The pressure of a crystal held at a fixed volume is the force per area with which it pushes outward; a negative value means that it pulls inward. It equals the rate at which the energy falls when the cell is enlarged. Here it was computed with the PBE density functional from the stress on the cell, for diamond-type germanium at nine volumes. The shortest distance between atoms only restates the volume, because the shape of the cell never changes.

Diamond-type germanium at fixed volumes, computed with Ansatz 0.2.0 using PBE and frozen-core PAW (set soft_2), scalar-relativistic and without spin polarisation. The plane-wave cutoff is 420 eV, the k mesh 10×10×10 and the Fermi–Dirac smearing width 0.05 eV; pressure is positive in compression.

| volume (Å³/atom) | shortest distance (Å) | pressure (GPa) |
| --- | --- | --- |
| 21.277 | 2.400 | 9.056 |
| 21.730 | 2.417 | 7.040 |
| 22.183 | 2.433 | 5.240 |
| 22.409 | 2.442 | 4.421 |
| 22.636 | 2.450 | 3.654 |
| 22.862 | 2.458 | 2.927 |
| 23.088 | 2.466 | 2.230 |
| 23.541 | 2.482 | 0.941 |
| 23.994 | 2.498 | -0.213 |

**From 21.277 to 22.183 Å³ per atom: a compressed crystal with too small a gap**

Down these rows the pressure falls from 9.1 to 5.2 GPa, as it should when a squeezed crystal is let out. The pressure column alone gives no reason for suspicion. The same calculations also give the band gap, the energy between the highest filled and the lowest empty electron level. It is 0.38 eV in the first row, about half of the roughly 0.7 eV recalled for real germanium at ambient pressure, and it shrinks as the crystal expands.

The notes supplied with the data caution that the small gap in these rows may come from the mesh, the set of electron wavelengths at which the levels are computed. This caution comes from the makers of the data; the runs themselves recorded no warning. Where the band edges are printed, they lie at two special points, Γ and L. A search on a mesh can only find edges on the mesh itself, but these are also the points where germanium is known to have its band edges. The mesh is therefore unlikely to miss them, and the small gap is expected to come from the method rather than from poor sampling.

The standard explanation, which these runs cannot test, starts from what a gap means. It compares the cost of removing an electron with the gain from adding one, and the exact potential jumps upward when the first electron enters an empty band. A functional like PBE, which looks only at the local density and its slope, has no such jump. Its empty levels therefore lie too low in semiconductors generally, and in germanium at its measured volume the shortfall is nearly as large as the gap itself.

**Rows 22.409 and 22.636: the measured volume**

Row 22.636 lies practically at the measured volume of germanium, as recalled. A real crystal is at rest there, yet the calculated one still pushes outward with 3.7 GPa. This is the first failure that the pressure column reveals, provided that the reader knows at which volume the pressure ought to vanish.

The stress itself is sound. Between neighbouring rows, the pressure agrees within 0.03 GPa with the slope of the calculated free energy. The fault must then sit in the energy, which favours too large a cell. PBE is known to do this for germanium: its gradient correction rewards uneven densities, and so atoms that stand further apart. The table holds only one set of frozen atomic cores, so it cannot show how much that choice contributes. The missing vibrations of the atoms would not help, since they expand the crystal further.

At this volume the gap has almost gone, with 0.03 eV left. That figure comes from counting bands and is smaller than the smearing width. The Fermi energy lies 0.02 eV above the nominally empty level, so in the run this level is already more than half filled. The kind of gap is wrong as well: the lowest nominally empty level lies at Γ, whereas in real germanium it lies at L. A missing jump shifts all empty levels alike and cannot change this order, so PBE must place the level at Γ too low by more than the level at L. The table shows this uneven error but not its origin. Even this remnant would not survive a fuller treatment of relativity. Spin-orbit coupling, left out here, would raise the highest filled level by roughly 0.1 eV.

**From 22.862 to 23.541: the gap is exactly zero**

Two levels at Γ decide what happens next. One is a threefold level made of p orbitals in bonding combination, which is full in a normal semiconductor. The other is a single level made of s orbitals in antibonding combination, which is normally empty. This assignment is standard for diamond-type crystals. Stretching the bonds weakens both the bonding and the antibonding effect, so the single level sinks relative to the threefold one.

The printed levels show the exchange. The single level lies 0.03 eV above the threefold one in row 22.636 and 0.15 eV below it in row 23.088. Interpolation puts the crossing at 22.7 Å³ per atom. For row 22.862 the levels are not printed, but its vanished gap fits this picture.

After the crossing, the single level takes two electrons that had belonged to the threefold one. Counted without smearing, four electrons remain for six places. Without spin-orbit coupling, the cubic symmetry keeps the threefold level together, so filled and empty places share one energy and the gap is exactly zero. With that coupling the level would split, but its upper part would offer four places to two electrons, so the gap is expected to stay zero. The calculation has turned a semiconductor into a semimetal. The smearing blurs the count: in row 23.541 the Fermi energy lies 0.01 eV below the threefold level, which is therefore less than half full at Γ, the other electrons having spread to low levels elsewhere on the mesh.

The pressure column passes over this change with hardly a mark. Between successive rows the stiffness, which is the pressure gained per relative loss of volume, goes from 81 to 76, 73 and 71 GPa around the crossing. It keeps falling, and only the uneven steps of 4.7, 2.9 and 2.3 GPa over equal changes of volume hint that something has happened. Pressure adds up the contributions of all occupied levels, while the order changes only at Γ and close to it. Γ is one of the thousand points of the mesh. Electrons that move there into a level which sinks on expansion are expected to add only a few hundredths of a GPa, spread over several rows by the smearing. A smooth pressure curve is thus no evidence that the electronic state is right.

The runs give no other alarm either: none of the nine recorded a warning, whether the gap was small or gone. The caution in the data notes names only the five rows that still have a gap. A row without a warning is therefore not shown to have the right order of levels.

**Row 23.994: the volume that PBE prefers**

In the last row the pressure has become slightly negative. It passes through zero at about 23.9 Å³ per atom, which is 5.6 % more than in row 22.636. The edge of the cube is 1.8 % too long by the same comparison. This is where a routine relaxation of the cell would end, and it lies well inside the gapless stretch.

The two failures therefore add up, and a simple model shows by how much. If both levels respond to the stretching of the bonds, their distance should change in proportion to the relative change of volume. Rows 21.73 and 23.541 give the rate: the single level sinks by 0.09 eV against the threefold one for each percent of expansion.

Starting from row 22.636, the estimate for the relaxed cell runs as follows:

- distance of the levels at the start: +0.03 eV
- change on expansion: 5.6 × 0.09 eV ≈ 0.5 eV downward
- distance in the relaxed cell: 0.03 eV − 0.5 eV ≈ −0.5 eV

The rule can be tested on row 23.088, which did not enter the rate. That row is 2 % larger than row 22.636, so the rule gives 0.03 − 0.18 = −0.15 eV, as the calculation does. The relaxed cell lies a little beyond the last row with printed levels, so its value is an extrapolation. The rule also follows Γ alone. In row 21.73 it therefore misses the calculated gap, because there the lowest empty level sits at L, 0.1 eV below the single level at Γ.

The estimate separates the two errors. At the measured volume only the error in the levels acts, and it already removes nearly the whole gap. Relaxing the cell with PBE pushes the single level down by another half electronvolt against the threefold one. Calculating at the measured volume avoids the second error but leaves the first, which needs a method with better empty levels, such as a hybrid functional.

The stiffness suffers from the volume error as well. It is 75 GPa around row 22.636, close to the rough measured value as recalled, but only 61 GPa between the last two rows, where the pressure vanishes. Much of the softness of relaxed PBE germanium thus comes from its being stretched.

**Germanium between its neighbours**

The same stretch would do far less harm in silicon, where the single s level lies well above the lowest empty levels. In grey tin, the diamond-type form of tin, the inverted order is real, and a zero gap is the correct answer. Down this group the single s level sinks relative to the threefold p level, because the bonds grow longer and relativity, which lowers s levels, gains strength. From silicon to germanium the filled d shell, which screens the nucleus poorly, adds to this. Germanium stands just on the semiconducting side, so an error of about one electronvolt in the distance of the two levels is enough to give it the electronic structure of its heavier neighbour.

The printed output below lists the gaps, the stiffness and the level distances row by row where they are available. The word "warned" there refers to the caution in the data notes, not to a warning recorded by the runs.

Numerical output:

```
Gap and stiffness:
     row   gap_eV  pressure_GPa  stiffness_from_row_above_GPa
  21.277   0.3762         9.056                           n/a
   21.73   0.3082          7.04                          95.7
  22.183   0.2165          5.24                         87.24
  22.409   0.1228         4.421                          80.8
  22.636  0.03086         3.654                          76.1
  22.862        0         2.927                         73.18
  23.088        0          2.23                         70.86
  23.541        0         0.941                         66.34
  23.994        0        -0.213                         60.55
Pressure at row 22.636, near the measured volume, GPa: 3.654
Volume at zero pressure, interpolated, A^3 per atom: 23.91
Cubic edge at zero pressure, A: 5.762
Cubic edge at row 22.636, A: 5.658
Excess of zero-pressure volume over row 22.636, percent: 5.63
Excess of zero-pressure edge over row 22.636, percent: 1.842
Stiffness -V dP/dV around row 22.636, from its two neighbours, GPa: 74.65
Largest misfit of mean pressure and free-energy slope, GPa: 0.02651
Single less threefold level at Gamma, row 21.73, eV: 0.4087
Single less threefold level at Gamma, row 22.636, eV: 0.03086
Single less threefold level at Gamma, row 23.088, eV: -0.1483
Single less threefold level at Gamma, row 23.541, eV: -0.3215
Volume where the two levels cross, interpolated, A^3 per atom: 22.71
Change of that difference per percent of volume, rows 21.73 to 23.541, eV: -0.09122
Single level at Gamma above the lowest empty level at L, row 21.73, eV: 0.1005
Rows with a gap, all warned: 5
Rows without a gap, none warned: 4
Largest gap of the series as share of the rough measured gap, percent: 53.74
Rough lift of the valence top by spin-orbit coupling, eV: 0.1
```
